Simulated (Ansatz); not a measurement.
A series in volume scale on ScHg

Results calculated with Ansatz 0.2.0, not measured. Free energy against uniform scaling of the volume at fixed shape and fractions; periodic cell, basis, potentials, k mesh and filling as listed.

The cell before it is scaled or strained (space group Pm-3m, No. 221):
```
ScHg
1.0
      3.4800     0.0000     0.0000
      0.0000     3.4800     0.0000
      0.0000     0.0000     3.4800
Sc Hg
1 1
Direct
  0.50000 0.50000 0.50000
  0.00000 0.00000 0.00000
```

Settings of every row: functional LDA; dispersion none; potentials all-electron LAPW; k mesh 8x8x8; k shift 0x0x0; occupations cold; smearing width 0.1 eV; spin none.

Limits: coarse k mesh, up to 40 meV an atom off; no spin-orbit coupling, which can matter with elements this heavy.

| row | volume scale | V (Å³/atom) | energy above lowest point (meV/atom) |
| --- | --- | --- | --- |
| 1 | 0.94 | 19.808 | 1.5 |
| 2 | 0.96 | 20.229 | 0 |
| 3 | 0.98 | 20.651 | 3.7 |
| 4 | 1 | 21.072 | 12.1 |
| 5 | 1.02 | 21.494 | 24.6 |
| 6 | 1.04 | 21.915 | 40.7 |
| 7 | 1.06 | 22.336 | ? |

Question: what energy above lowest point should row 7 give?

Worked fit of energy above lowest point. Take u = (V_r/V)^(2/3) − 1 with V_r = 20.861 Å³ an atom, which is twice the finite (Eulerian) strain; such expansions in the strain, on which the Birch-Murnaghan equation of state is built, carry the rest volume and the bulk modulus. The shown rows have u = 0.03513, 0.02072, 0.00677, -0.00669, -0.01973, -0.03233. Least squares give energy above lowest point = 7.35 − 623.5 × u + 12808 × u² + 5714 × u³ meV/atom; a parabola predicts inner rows, each left out in turn, worse (root mean square 0.076 against 0.029 meV/atom). All shown rows lie on it to the printed digit. Its lowest point lies at u = 0.0240, or V = 20.13 Å³ an atom, and the curvature there gives the bulk modulus at fixed shape and fractions, B = (4/9)(1 + u)² E″(u)/V = 98 GPa. The withheld row has u = -0.04452, so the fit gives 7.35 − 623.5 × (-0.04452) + 12808 × (-0.04452)² + 5714 × (-0.04452)³ = 60.0 meV/atom.

The calculation gave 60.1 meV/atom. The fit lies 0.1 meV/atom (0.17 % of the column's range) below it, one unit of the last digit. This row lies beyond the range of the fit.
